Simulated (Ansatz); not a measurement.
How methods differ on CF2 (SMILES F[C]F)

CF2: 3 atoms, total charge 0, spin state singlet. SMILES: `F[C]F`. The shape is that of a GFN2-xTB optimisation.

| atom | x (Å) | y (Å) | z (Å) |
| --- | --- | --- | --- |
| F | 0.3969 | 1.0328 | 0.3328 |
| C | 0.3268 | -0.2722 | 0.1497 |
| F | -0.7238 | -0.7606 | -0.4825 |

Quantity: the energy change with the F1–C2 bond stretched from 1.320 to 3.299 Å, in eV. The values are calculated.

```json
{"level": "BLYP/STO-3G (restricted)", "kind": "GGA", "program": "Ansatz", "value (eV)": "6.03"}
{"level": "PBE/STO-3G (restricted)", "kind": "GGA", "program": "Ansatz", "value (eV)": "6.23"}
{"level": "r2SCAN/STO-3G (restricted)", "kind": "meta-GGA", "program": "Ansatz", "value (eV)": "6.69"}
{"level": "B3LYP/STO-3G (restricted)", "kind": "global hybrid", "program": "Ansatz", "value (eV)": "?"}
{"level": "BHLYP/STO-3G (restricted)", "kind": "global hybrid", "program": "Ansatz", "value (eV)": "8.68"}
{"level": "PBE0/STO-3G (restricted)", "kind": "global hybrid", "program": "Ansatz", "value (eV)": "?"}
{"level": "CAM-B3LYP/STO-3G (restricted)", "kind": "range-separated hybrid", "program": "Ansatz", "value (eV)": "8.26"}
{"level": "wB97X/STO-3G (restricted)", "kind": "range-separated hybrid", "program": "Ansatz", "value (eV)": "8.44"}
{"level": "FCI/STO-3G", "kind": "exact in the basis", "program": "Ansatz", "value (eV)": "3.63"}
```

**Question.** Estimate the missing values from the other rows.

**Answer.** As computed at these levels: B3LYP/STO-3G (restricted): 7.28 eV; PBE0/STO-3G (restricted): 7.67 eV. The first shape isn't each level's own minimum. The values span 3.63 to 8.68 eV. All rows use very small basis sets, so even the best lies far from the true value.

Every restricted functional makes stretching the C–F bond too costly compared with FCI, from 6.03 eV with BLYP to 8.68 eV with BHLYP, against 3.63 eV. The bond breaks towards two radicals, CF and F, whose singlet coupling needs more than one determinant. A closed-shell determinant instead keeps the bonding pair in one shared orbital and retains too much ionic character at long distance. Semilocal exchange partly mimics the missing static correlation, whereas exact exchange removes that compensation. This accounts for the rise from the GGAs through B3LYP and PBE0 to BHLYP, and probably for the high values of the range-separated hybrids.

The smaller GGA errors therefore reflect error cancellation rather than a sound description of the broken bond. The FCI value itself is low for a strong C–F bond, probably because the minimal basis lacks the polarisation and radial flexibility that stabilise the polar bond near equilibrium. The ranking measures how restricted solutions fail on stretching, and doesn't carry over to the functionals' accuracy near equilibrium.
